**Q:** I scanned the volume of hexagonal titanium to find its equilibrium. The lowest energy is at 0.95 of the database volume. Is that the answer?

Ansatz 0.2.0, scalar-relativistic LDA without spin, for Ti (P6_3/mmc, 2 atoms) in the Materials Project cell, scaled at fixed shape. The all-electron LAPW (basis error 0.25 meV/atom) and frozen-core PAW (default datasets, 420 eV) runs use a 13×13×7 k mesh and Fermi-Dirac smearing of 0.05 eV. Pressure is positive in compression; Vzz is the largest principal field gradient.

```csv
V/V(given),volume (Å³/atom),"pressure, LAPW (GPa)","energy above the lowest row, LAPW (meV/atom)","largest Vzz, PAW (1e21 V/m^2)"
0.9500,16.45,-2.57,0.0,2.22
0.9750,16.89,-5.49,10.9,2.12
1.0000,17.32,-8.08,29.3,2.02
1.0250,17.75,-10.37,54.3,1.92
1.0500,18.19,-12.39,85.1,1.83
```

**A:** Look at the pressure in that row before you trust the zero beside it. A positive pressure means that the crystal pushes outwards, a negative one that it pulls inwards. What would you see if the scan contained the equilibrium?

**Q:** The sign would change somewhere. Here it is negative in every row, even in the smallest cell, at −2.57 GPa.

**A:** So the crystal still wants to shrink there. The energy rises from each row to the next larger volume, and the lowest one sits at the edge of the scan. The zero in the energy column only marks where the counting starts; the minimum lies at a smaller volume.

**Q:** Couldn't the pressures themselves be wrong? Stress is a delicate quantity.

**A:** The energies offer a check, because pressure is minus the slope of energy against volume. Between the second and third rows the energy differences give −6.8 GPa, and the mean of the two computed pressures is also −6.8 GPa. The other steps agree equally well, as the printed output below shows. The inward pull therefore belongs to the energy curve itself.

**Q:** Then perhaps the basis or the treatment of the core is at fault.

**A:** The same cells were also run with PAW, which freezes the core electrons and uses a different basis. Its pressures differ from the all-electron ones by at most 0.015 GPa, while the pull at the database volume is about 8 GPa. The PAW files were made with another functional, PBE, which evidently does little harm to the pressures. But both runs treat the crystal in LDA, so their agreement cannot test LDA. Two methods that share an approximation also share its error.

**Q:** How far off is the volume?

**A:** Take the two smallest cells and continue the straight line through their pressures to zero. The pressure changes by 5.49 − 2.57 = 2.92 GPa over 16.89 − 16.45 = 0.44 Å³ per atom, or about 6.6 GPa per Å³. To remove the last 2.57 GPa, the cell must shrink by another 2.57/6.6 ≈ 0.39 Å³. That puts LDA's equilibrium near 16.1 Å³ per atom, about 7% below the database volume.

**Q:** Can I use that as a result?

**A:** As a guide to where to compute next. Only those two rows define the line, and it leaves the range of the scan. The other rows show that the pressure changes faster as the cell gets smaller, so the straight line goes slightly too far.

**Q:** But why blame LDA? The database volume is only another calculation.

**A:** That is a fair objection. Such cells are normally relaxed with a functional that includes density gradients, so the pressure at the database volume mainly shows that two functionals disagree. Experiment decides between them: the measured volume is roughly 18 Å³ per atom, a rounded, recalled figure. Zero-point motion and heat, both left out here, would expand the crystal by only about one percent, so most of the shortfall remains with LDA.

**Q:** What does LDA get wrong physically?

**A:** It treats the electrons at each point as if they belonged to a uniform gas of the local density. Where the density changes quickly compared with its own size, real electrons gain extra exchange energy and lose some correlation energy. The gain is usually the larger of the two, and LDA misses this net gain. When you stretch a metal, the density between the atoms thins out and becomes less uniform, so the missed gain grows. LDA therefore makes stretched cells too costly, its energy curve rises too steeply, and its minimum moves to a smaller volume. This table does not test that explanation; a first test would be to repeat the scan with a gradient-corrected functional.

**Q:** If I only need the stiffness, does the volume matter?

**A:** It does. The bulk modulus, the resistance to uniform compression, is 112 GPa between the two smallest cells and only 84 GPa between the two largest. A value read at the database volume describes a stretched crystal and is too soft for LDA's own equilibrium.

**Q:** And the field gradient, which I would compare with a resonance experiment?

**A:** The largest Vzz, the strongest component of the electric field gradient at a nucleus, is 10% higher in the smallest cell than at the database volume. So part of any disagreement with experiment may come from the choice of cell. The trend holds for a fixed cell shape. The absolute values are less secure: in a metal they also depend on the k mesh, which was not varied, and they come from PAW files made with PBE, with no all-electron field gradient here to check them.

**Q:** So what should I do with my scan?

**A:** Extend it to smaller volumes until the pressure turns positive; a cell at 0.90 should be small enough. Then read the equilibrium volume and the stiffness where the pressure crosses zero. Both will belong to this fixed cell shape: in the smallest cell the stress is −2.7 GPa in the plane but −2.3 GPa along c, so a full relaxation would also change the ratio c/a. In any volume scan, check for that change of sign before you call the lowest row a minimum.

Numerical output:

```
Each row against the row before it:
    row  pressure from energy slope (GPa)  mean of the two pressures (GPa)  bulk modulus between them (GPa)
  0.975                            -4.033                            -4.03                            112.4
    1.0                            -6.809                           -6.785                            102.3
  1.025                            -9.251                           -9.225                            92.74
   1.05                             -11.4                           -11.38                            83.83
Largest mismatch of energy slope and mean pressure (GPa): 0.02579
Largest difference of PAW and LAPW pressure (GPa): 0.01474
Largest pressure share of the smearing entropy (GPa): 0.06143
Stress by direction:
    row  in the plane (GPa)  along c (GPa)  difference (GPa)
   0.95              -2.708         -2.297           -0.4111
  0.975              -5.566         -5.341           -0.2252
    1.0                -8.1         -8.035          -0.06471
  1.025              -10.34         -10.41            0.0678
   1.05              -12.33         -12.51            0.1744
Number of rows with positive pressure: 0
Estimated LDA volume at zero pressure (angstrom^3 per atom): 16.07
Estimated LDA volume relative to the given cell (percent): -7.2
Change relative to the given cell:
    row  volume (percent)  largest Vzz (percent)
   0.95                -5                  9.901
  0.975              -2.5                   4.95
    1.0                 0                      0
  1.025               2.5                  -4.95
   1.05                 5                 -9.406
```
